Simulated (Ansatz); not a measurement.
# A series in volume scale on LaTe

All results are calculated (Ansatz 0.2.0). Periodic Kohn-Sham DFT of a crystal at fixed atoms, scaled to volume_scale times the given cell; pressure positive in compression, energy less spherical unpolarised free atoms, largest_vzz the field gradient of largest size among the nuclei.

The cell before it is scaled or strained (space group Fm-3m, No. 225):
```
CELL_PARAMETERS angstrom
0.00000 3.21100 3.21100
3.21100 0.00000 3.21100
3.21100 3.21100 0.00000
ATOMIC_POSITIONS crystal
La 0.00000 0.00000 0.00000
Te 0.50000 0.50000 0.50000
```

Settings of every row: method all-electron PAW; functional LDA; relativity scalar; k mesh 10x10x10; filling fermi-dirac; smearing width 0.08 eV; nucleus gaussian.

Atom start moment: 0 on all atoms.

Limits: no spin-orbit coupling on heavy atoms.

| row | volume scale | V (Å³/atom) | pressure (GPa) |
| --- | --- | --- | --- |
| 1 | 0.94 | 31.121 | 1.834 |
| 2 | 0.96 | 31.783 | 0.354 |
| 3 | 0.98 | 32.445 | -0.966 |
| 4 | 0.99 | 32.776 | -1.571 |
| 5 | 1 | 33.107 | ? |
| 6 | 1.01 | 33.438 | -2.682 |
| 7 | 1.02 | 33.769 | -3.191 |
| 8 | 1.04 | 34.431 | -4.124 |
| 9 | 1.06 | 35.094 | -4.954 |

Question: what pressure should row 5 give?

Worked fit of pressure. Take u = (V_r/V)^(2/3) − 1 with V_r = 33.107 Å³ an atom, which is twice the finite (Eulerian) strain; such expansions in the strain, on which the Birch-Murnaghan equation of state is built, carry the rest volume and the bulk modulus. The shown rows have u = 0.0421, 0.02758, 0.01356, 0.00672, -0.00661, -0.01311, -0.0258, -0.03811. Least squares give pressure = −2.1428 + 83.29 × u + 257.19 × u² + 193 × u³ GPa; a parabola predicts inner rows, each left out in turn, worse (root mean square 0.0032 against 0.00039 GPa). All shown rows lie on it to the printed digit. The pressure vanishes at u = 0.0239, or V = 31.95 Å³ an atom, and there the bulk modulus at fixed shape and fractions is B = −V dP/dV = (2/3)(1 + u) dP/du = 65.5 GPa. The withheld row has u = 0, so the fit gives −2.1428 + 83.29 × (0) + 257.19 × (0)² + 193 × (0)³ = -2.143 GPa.

The calculation gave -2.142 GPa. The fit lies 0.001 GPa (0.015 % of the column's range) below it, one unit of the last digit.
